Q: I am looking at a cobalt crystal that is stretched or flattened while its volume stays fixed. The point I need is the flattest one, at an axial ratio of 0.85. Can the rest of the scan tell me what to expect there?

A: It can support a forecast, though one that reaches beyond the known points. The axial ratio is the crystal's height over its width, divided by the same quantity in the starting cell. The energy change is counted from that cell, and the moment belongs to a cell of two atoms.

Cobalt in a two-atom P-3m1 cell (a = 2.487, c = 4.063 Å, not relaxed at this level), stretched or flattened along c at fixed volume and fixed fractional coordinates. Ansatz 0.2.0, PBEsol with plane-wave PAW, scalar-relativistic, collinear spin, 420 eV cutoff, 24×24×14 k mesh, 0.15 eV Gaussian smearing. Energies are free energies; pressure is positive in compression.

```
axial ratio (over its starting value)  energy change (meV/atom)  pressure (GPa)  total moment (Bohr magneton a cell)
                                 0.85                         ?               ?                                    ?
                                 0.92                      37.0           -8.46                               3.1920
                                 0.96                       7.3           -9.38                               3.2200
                                    1                       0.0           -9.53                               3.2420
                                 1.05                      19.7           -8.64                               3.2640
                                  1.1                      67.1           -6.71                               3.2730
                                  1.2                     228.2            0.38                               3.3020
```

Q: Why does the energy rise whether I squeeze or stretch?

A: At fixed volume, flattening pushes the layers together and spreads the atoms within each layer, while stretching does the reverse. The shortest contact in the starting cell is 2.42 Å. Geometry alone brings the closest atoms to about 2.3 Å at both ends of the scan: between layers at ratio 0.85, within a layer at ratio 1.2. Near the best shape, what one set of contacts gains the other loses, so the first-order changes cancel and a cost growing as the square of the strain remains. That is the standard argument from bonding; the table shows the total cost, not its division among contacts.

A rubber block pressed between plates behaves alike: it bulges sideways at nearly constant volume, and it resists both flattening and stretching. The likeness covers the shape of the energy curve near its minimum. Rubber resists mainly through the entropy of its chains, and it has no counterpart to the magnetic moment.

Q: Might the crystal fall into a second minimum when it is flat enough?

A: Symmetry gives no reason for one in this range. Compare face-centred cubic cobalt deformed along a cube edge: that path runs from one cubic structure to another, the body-centred one, and each must be a maximum or a minimum because all three cube axes are equivalent there. Here the axis across the layers stays different from the directions within them. Even the starting cell needn't be an extremum, and the fitted minimum does lie slightly off it, at a ratio of 0.993.

Q: How do you turn this into a number?

A: Successive stretches multiply, so their logarithms add, and the natural measure of strain is x = ln(axial ratio). I fitted a parabola in x to the six known energies, with zero energy at ratio 1 by definition. It meets each of them within 1 meV/atom. The point at 0.85 was not part of the fit, and there x = −0.1625:

E = 89.72 x + 6379 x² = −14.6 + 168.5 = 153.9 meV/atom

A parabola in the plain ratio would give only about 119 meV/atom, but it fits the known rows much less well.

Q: The pressure also climbs on both sides. Is that the same effect?

A: It is the same strain energy, seen through its dependence on volume. Write the energy at volume V as

E(V, x) = E₀(V) + b(V) x + c(V) x²

Pressure is minus the slope of E with volume at fixed shape. If the stiffness c grows as the crystal shrinks, a strained crystal gains an extra outward push whichever way it is strained. The fits put that growth at roughly V to the power −2.5, so a volume smaller by 1 % raises c, the energy coefficient, by about 2.5 %. For the forecast I added a cubic term, because a parabola leaves a systematic misfit in the pressure.

Q: Then is the crystal at equilibrium at ratio 1.2, where the pressure is almost zero?

A: No, it lies 228 meV/atom above the starting cell. The pressure averages the stresses in three directions. Here a compression of about 18 GPa in each of the two directions across the axis nearly cancels a tension of about 34 GPa along it, so the average almost vanishes while the shape is still badly strained. The negative pressure at ratio 1 means that the starting cell is larger than this calculation prefers. PBEsol tends to make such magnets too compact, and its use here with PAW datasets made for PBE may also affect the absolute pressures.

Q: And the moment?

A: It changes by only a few per cent over the known rows. That suits a strong ferromagnet, whose majority-spin d band is nearly full, so that the electron count largely sets the moment. Shorter contacts alone don't explain the trend, since both deformations shorten some contacts while the moment rises steadily from flat to tall. Deciding what sets the direction would take densities of states, which are not available here. I therefore extend the moment with a plain parabola in x. All the known rows are ferromagnetic and no other magnetic order was tried, so a lower state can't be ruled out at any ratio.

Q: Please commit yourself.

A: At 0.85 I expect an energy change of 154 ± 10 meV/atom, still climbing and with no second minimum. The pressure should be −5.0 ± 1.2 GPa, above its value at 0.92 but still negative. The moment should be 3.14 ± 0.04 Bohr magnetons a cell, the lowest of the scan, without a collapse. The ranges are judgements, set wider than the misfits on the known rows because this is an extrapolation.

The withheld rows as computed:

```
axial ratio (over its starting value)  energy change (meV/atom)  pressure (GPa)  total moment (Bohr magneton a cell)
                                 0.85                     142.7           -4.60                               3.1730
```

Q: How did you do?

A: The energy forecast failed narrowly: it is 11 meV/atom too high, or 8 % of the computed value, and so just outside its range. The energy does still climb, and the computed stresses at 0.92 and 0.85 both push the crystal back towards its starting shape, so there is no sign of a second minimum. The pressure and the moment fall within their ranges, and the moment is the lowest of the scan. The printed output below gives the fits and their misses.

Q: What did the energy model overlook?

A: Flattened beyond 0.92, the crystal is softer than the parabola says. The parabola still meets the energy at that ratio closely, so nearly all of the shortfall builds up between there and 0.85. The known energies held only a faint warning, in misfits smaller than 1 meV/atom that I left out of the model. The moment departs from its curve in the same interval: I had let its fall speed up, but it slowed down. The stresses from the same runs tell more. The difference between the stress across the axis and the stress along it sets the slope of the energy. A parabola needs that difference to grow steadily with x, but it grows more slowly at both ends of the scan than near the starting shape, most of all at the flat end. The known rows already show some of this slowing, so their stresses could have warned me more clearly than their energies did. The stresses describe the softening but don't explain it. Whether a shift of electrons among d states lies behind it, and also slows the fall of the moment, can't be told from these data.

Q: Can I use the curve for a strained film of ordinary hexagonal cobalt?

A: Use it for the pattern, not for the stiffness. In this cell the gaps between layers alternate, whereas in hexagonal close-packed cobalt they are equal, and the fixed fractional coordinates keep that pairing at every ratio. The atoms are not at rest in it: at ratio 1 each feels a force of about 0.45 eV/Å along the axis, and if they were free to move, the gaps would be expected to even out. A film also changes its volume under strain. What carries over is the reasoning: a cost close to quadratic in the logarithm of the shape for modest strains, and less trust in the parabola the further one goes beyond the points that set it.

Printed output of the fit:

```
fit of energy_change on 6 rows: coefficient of x 89.72 +/- 2.6, coefficient of x2 6379 +/- 17; rms 0.303, worst 1.1 -0.598, leave-one-out rms 0.926
  rows outside the fit (model, value, miss): 0.85 153.9, 142.7, 11.2
fit of energy_change on 6 rows: coefficient of u 40.18 +/- 36, coefficient of u2 5574 +/- 211; rms 4.01, worst 1.1 -7.34, leave-one-out rms 15.3
  rows outside the fit (model, value, miss): 0.85 119.4, 142.7, -23.3
fit of pressure on 6 rows: constant -9.521 +/- 0.015, coefficient of x 5.694 +/- 0.21, coefficient of x2 234.9 +/- 3.1, coefficient of x3 173.7 +/- 19; rms 0.0126, worst 1.05 -0.0242, leave-one-out rms 0.154
  rows outside the fit (model, value, miss): 0.85 -4.988, -4.6, -0.388
fit of pressure on 6 rows: constant -9.609 +/- 0.062, coefficient of x 6.985 +/- 0.84, coefficient of x2 260.7 +/- 6.5; rms 0.0815, worst 1.1 0.135, leave-one-out rms 0.364
  rows outside the fit (model, value, miss): 0.85 -3.858, -4.6, 0.742
fit of total_moment on 6 rows: constant 3.24 +/- 0.0021, coefficient of x 0.4837 +/- 0.029, coefficient of x2 -0.8361 +/- 0.22; rms 0.00281, worst 1.1 0.00547, leave-one-out rms 0.0118
  rows outside the fit (model, value, miss): 0.85 3.139, 3.173, -0.0337
axial ratio at the minimum of the log parabola: 0.993
depth of that minimum below the starting cell, meV/atom: 0.3154
clamped elastic combination C11 + C12 + 2 C33 - 4 C13, GPa: 844.7
power with which the strain stiffness an atom grows as volume shrinks: 2.503
shortest contact between layers at the flattest row, angstrom: 2.314
in-plane contact at the tallest row, angstrom: 2.34
energy miss (forecast less computed) over its half-range of 10 meV/atom: 1.122
pressure miss (forecast less computed) over its half-range of 1.2 GPa: -0.3231
moment miss (forecast less computed) over its half-range of 0.04 Bohr magneton a cell: -0.8433
```
